Single, double and triple RESURF: dose limit and lateral on-resistance

A lateral high-voltage MOSFET holds its drain voltage along a thin n-type drift layer lying on a lightly doped p substrate. The reduced-surface-field (RESURF) principle of Appels and Vaes (1979) depletes this layer from its horizontal junctions, so that the voltage spreads over the whole drift length. We derive how much donor charge the layer may carry and what resistance follows. At each "Predict", answer before reading on.

Conventions and premises

x runs along the surface from the body end (x = 0) to the drain end (x = L). y runs downward from the silicon surface, and Ey is positive when it points down. W is the device width, q the elementary charge, ε the permittivity of silicon. A dose Q = ∫N dy is in cm⁻², fields in V/cm. Source, body, substrate and all added p layers are tied to ground.

P1. Depletion approximation, full ionization, doses independent of x.
P2. At the breakdown voltage BV every layer above the substrate is fully depleted.
P3. The stack thickness t is much smaller than L.
P4. No displacement crosses the top surface: Ey(0) = 0, with no oxide charge and no nearby field plate.
P5. The vertical field obeys |Ey| ≤ Ev, where Ev lies below the critical field Ec.
P6. The on state is ohmic, and the whole donor dose conducts.

Step 1. Why full depletion is required

Predict: what happens if a neutral sheet survives in the n layer?

With no current flowing, a neutral sheet connected to the drain is an equipotential at the drain voltage. The voltage then falls across the junction at the body end. For a one-sided junction on doping ND the field falls linearly from Ec to zero over εEc/(qND), and the area under it is εEc²/(2qND). This is tens of volts for the layer of the illustration. P2 is therefore the working condition of the device.

Step 2. Gauss's law for a vertical column

Poisson's equation in the depleted stack is

ε(∂Ex/∂x + ∂Ey/∂y) = q(ND − NA).

Integrate from the surface to depth y and use P4:

εEy(y) = q∫₀^y (ND − NA) dy′ − ε (d/dx)∫₀^y Ex dy′.   (1)

If Ex changes by ΔE over a distance ℓ, the last term is at most about εtΔE/ℓ. By P3 it is small wherever ℓ is a sizable part of L, and we drop it:

Ey(y) = (q/ε) × (net donor dose above depth y).   (2)

Predict: at which depths is |Ey| largest, and does the shape of the doping profile matter?

By (2), dEy/dy has the sign of ND − NA, so Ey rises through n layers, falls through p layers and has its extrema at the junctions. Its value there depends only on doses. P5 needs testing only at the junctions, for any vertical profile. Define the unit dose

Q0 = εEv/q.   (3)

The static dielectric constant 11.7 (compiled value, Ioffe Institute, 300 K) gives ε = 1.036×10⁻¹² F/cm. For Ev from 2×10⁵ to 3×10⁵ V/cm, Q0 runs from 1.3×10¹² to 1.9×10¹² cm⁻².

Step 3. Single RESURF

One n layer of dose Qn lies on the substrate. At the junction (2) gives Ey = qQn/ε ≤ Ev, so Qn ≤ Q0.

Step 4. Double RESURF

Place a p-top layer of dose Qp on the n layer.

Predict: the fields at the two junctions, with signs, and the largest Qn.

At the upper junction the net donor dose above is −Qp, so Ey = −qQp/ε, pointing up from the donors to the acceptors. P5 gives Qp ≤ Q0. At the substrate junction Ey = q(Qn − Qp)/ε ≤ Ev, so Qn ≤ Q0 + Qp ≤ 2Q0. The limit needs Qp = Q0. The field then swings from −Ev to +Ev across the n layer: half of the donors end their field lines on the p-top, half in the substrate.

Step 5. Triple RESURF

Bury the p layer, so that the order from the surface is n (Q1), p (Qp), n (Q2), substrate.

Predict: the three doses at the limit.

The three junction conditions from (2) and P5 are

Q1 ≤ Q0,  Q1 − Qp ≥ −Q0,  Q1 − Qp + Q2 ≤ Q0.

The third gives Q1 + Q2 ≤ Q0 + Qp. The second gives Qp ≤ Q0 + Q1, and the first then Qp ≤ 2Q0. Hence Qn = Q1 + Q2 ≤ 3Q0, with equality for Q1 = Q0, Qp = 2Q0, Q2 = 2Q0.

Step 6. General m

Let the stack have m horizontal junctions, the substrate junction included, and let Fj be the field component at junction j directed from n to p, so that Fj ≤ Ev. By (2) the dose of a layer is ε/q times the sum of the Fj at the junctions that bound it, and the free surface adds nothing. Every junction bounds exactly one n layer, and every junction except the lowest bounds exactly one added p layer. Summing,

Qn = (ε/q) ΣFj ≤ mQ0,  Qn − Qp = εFsub/q ≤ Q0.   (4)

Here Qn and Qp are the totals and Fsub is the field at the substrate junction. At the limit Qn = mQ0 and Qp = (m − 1)Q0, with m = 1, 2, 3 for the single, p-top and buried-p structures.

Step 7. The drift length does not depend on m

Predict: does the doubled donor dose force a longer drift region?

The lateral potential is fixed by the two-dimensional depletion region in the substrate. By (4) the stack enters that problem only through the normal field Fsub, that is through Qn − Qp, which equals Q0 at the limit for every m. The substrate cannot tell the three structures apart. The potential varies across the stack by an amount of order Ev t/2, small against BV, so one lateral potential V(x) serves all layers. Define the mean lateral field El = BV/L. To leading order in t/L it is the same for all m, and

L = BV/El.   (5)

Gauss's law for the column does not give El. With uniform doses |Ex| peaks near the two ends, and El is below those peaks. It is an input.

Step 8. On-resistance

In the on state the n layers conduct in parallel, with sheet conductance q∫μ(y)ND dy = qμQn, where μ is the dose-weighted electron mobility. A slice dx has resistance dx/(WqμQn), so R = L/(WqμQn). The drift region occupies the chip area WL.

Predict: the power of L in the product of resistance and area.

Rsp = R·WL = L²/(qμQn).   (6)

Length counts twice, once in the resistance and once in the area. Inserting Qn = mεEv/q and (5), q cancels:

Rsp = BV²/(m μ ε Ev El²).   (7)

At equal μ, Ev and El the three structures stand as 1 : 1/2 : 1/3. Since (4) is an upper bound on the dose, (7) is a lower bound on the drift resistance for given Ev and El.

Step 9. Ev and El compete

Avalanche responds to the total field. Take the simplified criterion Ex² + Ey² ≤ Ec² along a junction where |Ey| = Ev. Then |Ex| ≤ √(Ec² − Ev²) everywhere on it, and the mean El obeys the same bound.

Predict: should the best design put more field in the vertical or in the lateral direction?

With v = Ev/Ec, maximize v(1 − v²). The derivative 1 − 3v² vanishes at v = 1/√3, so Ev = Ec/√3, El = √(2/3) Ec and EvEl² = 2Ec³/(3√3). The lateral field gets the larger share because it enters squared. Thus

Rsp ≥ (3√3/2) BV²/(m μ ε Ec³),  3√3/2 = 2.60.   (8)

Compare a vertical, uniformly doped drift layer with a triangular field. Its width is w = 2BV/Ec, its doping εEc/(qw), and Rsp = w/(qμN) = 4BV²/(μεEc³). At equal μ and Ec the bound (8) is 0.65/m of this.

The exponent 2 in (7) holds at fixed El. With the approximate ionization law α ∝ E⁷ for silicon (Fulop) and a uniform field, breakdown at αL = 1 gives El ∝ L^(−1/7). Then BV = El L ∝ L^(6/7), and (6) at fixed dose gives Rsp ∝ BV^(7/3).

Step 10. The price of larger m

Predict: all donor doses come out a fraction δ high and all acceptor doses δ low. How far does the net dose move?

It moves by δ(Qn + Qp) = (2m − 1)δQ0. A 3 % deviation shifts the net dose by 3, 9 and 15 % for m = 1, 2, 3. The blocking voltage is governed by this difference of two larger doses, so the process window narrows as the resistance falls.

Range of validity

Equation (2) fails within a few t of the body and drain ends, where Ex changes quickly, and it is approximate elsewhere by the term εtΔE/ℓ. P4 fails under field plates and is perturbed by oxide or package charge. A single Ec stands in for the ionization integral, and thin, more heavily doped junctions tolerate higher fields. The junction under the drain must itself block BV, which limits the substrate doping. Equation (7) is a small-signal result: built-in depletion removes part of the dose, the grounded p layers pinch the n layer as the drain voltage rises, and velocity saturation and self-heating are absent. The mobility falls if a larger dose is packed into the same thickness. Channel, accumulation, spreading, contact and metal resistances are omitted, and so is the area outside the drift region. If the cell pitch is P, (6) becomes LP/(qμQn). The illustration gives the sizes of these terms, with three figures carried only in intermediate values.

Illustration: 700 V silicon double RESURF with p-top, 300 K

Assumed typical inputs: Ec = 2.5×10⁵ V/cm, μ = 1200 cm²/(V s), intrinsic density ni = 1.0×10¹⁰ cm⁻³, substrate doping Nsub = 1.5×10¹⁴ cm⁻³. Ev = 1.8×10⁵ V/cm and El = 1.4×10⁵ V/cm are chosen to give a customary net dose and drift length. The layers are uniform, with tp = 1.0 µm and tn = 5.0 µm.

Doses: Q0 = Qp = 1.16×10¹² cm⁻² and Qn = 2.33×10¹² cm⁻², so NA = 1.16×10¹⁶ and ND = 4.66×10¹⁵ cm⁻³. Length: L = 50 µm. The sheet resistance 1/(qμQn) is 2.2 kΩ per square, and (7) gives

Rsp = 56 mΩ·cm² = 5.6 Ω·mm².

The same inputs give 0.11 Ω·cm² for m = 1 and 37 mΩ·cm² for m = 3. The bound (8) for m = 2 is 33 mΩ·cm², at Ev = 1.44×10⁵ V/cm, El = 2.04×10⁵ V/cm and L = 34 µm. The vertical layer gives 0.10 Ω·cm².

Predict: which premise is weakest here?

Step 1: an undepleted layer would break down at 43 V, and at 173 V even with Ec doubled.

Field budget: √(Ec² − Ev²) = 1.73×10⁵ V/cm, so the lateral peak may exceed the mean only by a factor 1.24. The design needs field shaping at both ends.

Under the drain there is no p-top. An abrupt junction at voltage V holds the dose √(2εVN*/q) on each side, with N* the product of the two dopings over their sum. For V = 700 V and N* = 1.45×10¹⁴ cm⁻³ the peak field is 1.77×10⁵ V/cm, below Ec. The depletion reaches 2.5 µm into the n layer and 76 µm into the substrate. The latter exceeds L, so the substrate problem is two-dimensional, as Step 7 said.

Lateral term of (1): for t = 6 µm, ΔE = El and ℓ = L/2, its ratio to qQ0 is tEl/(ℓEv) = 0.19. The dose rule holds to about 20 % in the central part of the drift region, away from the ends. Near the body and drain ends ℓ shrinks to the order of t, the ratio grows to about El/Ev = 0.78 or more, and the rule fails.

Vertical drop: from the field null at the middle of the n layer to the surface it is Ev(tp + tn/2)/2 = 31.5 V, or 4.5 % of BV.

Surface: a typical oxide charge of 1×10¹¹ cm⁻² is 9 % of Q0. A plate over 1 µm of oxide (relative permittivity about 3.9) with 100 V across it supports 2.2×10¹² cm⁻², more than Q0. Under the plates P4 fails outright, and designers use this to flatten the end peaks.

Built-in depletion: Vbi = (kT/q) ln(NA ND/ni²), with k Boltzmann's constant, is 0.70 V at the p-top and, with Nsub in place of NA, 0.59 V at the substrate. The depleted donor doses are 1.73×10¹¹ and 0.33×10¹¹ cm⁻². The conducting dose is 2.12×10¹² cm⁻², and Rsp rises to 61 mΩ·cm². Where the n layer stands at 10 V, the upper junction alone removes 6.8×10¹¹ cm⁻², or 29 % of Qn, so the ohmic result needs a drain voltage well below that.

Area: an assumed pitch P = 75 µm with the reduced dose gives LP/(qμQn) = 92 mΩ·cm².

These figures are the model's. Fabricated 700 V double-RESURF transistors typically lie near 150 to 200 mΩ·cm², so the drift-only value of 56 mΩ·cm² is low by roughly a factor of three and the value of 92 mΩ·cm² by roughly a factor of two. The remainder comes from series resistances, interconnect and termination area, and the margins on length and dose that Step 10 makes necessary.